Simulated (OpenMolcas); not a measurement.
# AlH3O (SMILES [OH][AlH2]): methods side by side

AlH3O has 5 atoms, charge 0, and is taken as a singlet. As SMILES, `[OH][AlH2]`. The shape comes from GFN2-xTB, which is rough for such elements, and wasn't checked as a minimum.

| atom | x (Å) | y (Å) | z (Å) |
| --- | --- | --- | --- |
| O | 0.4668 | -0.8405 | 0.5301 |
| Al | -0.2293 | 0.4110 | -0.2596 |
| H | 0.8711 | -1.5660 | 0.9879 |
| H | -1.1462 | 0.1480 | -1.4573 |
| H | 0.0375 | 1.8474 | 0.1989 |

Quantity: the energy change with the O1–H3 bond stretched from 0.948 to 2.371 Å, in eV. The values are calculated.

```
                      level                   kind     program  value (eV)  CPU time (all runs)
     HF/STO-3G (restricted)           Hartree–Fock  OpenMolcas       10.55                3.5 s
   PBE0/STO-3G (restricted)          global hybrid  OpenMolcas        8.19                 12 s
 B2PLYP/STO-3G (restricted)          double hybrid  OpenMolcas        7.59                 11 s
    MP2/STO-3G (restricted)    perturbation theory  OpenMolcas        6.14                3.7 s
         CASPT2(2,2)/STO-3G         multireference  OpenMolcas        3.60                3.2 s
         CASSCF(2,2)/STO-3G         multireference  OpenMolcas           ?                3.5 s
           MRCI(2,2)/STO-3G         multireference  OpenMolcas           ?                3.4 s
CCSD(T)/STO-3G (restricted)  coupled cluster or CI  OpenMolcas        2.90                4.7 s
                 FCI/STO-3G     exact in the basis  OpenMolcas        3.48                 29 s
```

Q: Estimate the missing values from the other rows.

A: As computed at these levels: CASSCF(2,2)/STO-3G: 3.47 eV; MRCI(2,2)/STO-3G: 3.51 eV. Spin-restricted single references rise too steeply as a bond breaks, Hartree–Fock most of all. Perturbation and coupled-cluster corrections on them can overshoot downwards. The first shape isn't each level's own minimum. The values span 2.90 to 10.55 eV. All rows use very small basis sets, so even the best lies far from the true value. Times are those of the runs behind each value, whatever else they computed, on shared processors of several kinds: orders of magnitude only.

Stretching the O–H bond turns a closed-shell pair into two weakly coupled electrons, one on oxygen and one on hydrogen. As the bonding and antibonding σ orbitals approach degeneracy, both configurations are needed to remove the spurious ionic character that a single doubly occupied orbital retains. A two-electron, two-orbital active space can do this, and CASSCF at 3.47 eV nearly matches the FCI value of 3.48 eV. The error in restricted Hartree–Fock is therefore mainly one of static correlation. MP2 recovers much of it but still lies well above FCI, whereas CCSD(T) falls below.

The close CASSCF agreement means that the remaining correlation contributes almost equally at the two geometries, not that it is absent. Even the FCI energy change is small for an O–H bond stretched this far, probably because the minimal basis lacks the polarisation and radial flexibility that stabilise the intact polar bond. The near-cancellation need not survive in a larger basis, where dynamic correlation of the bonding pair is better described.
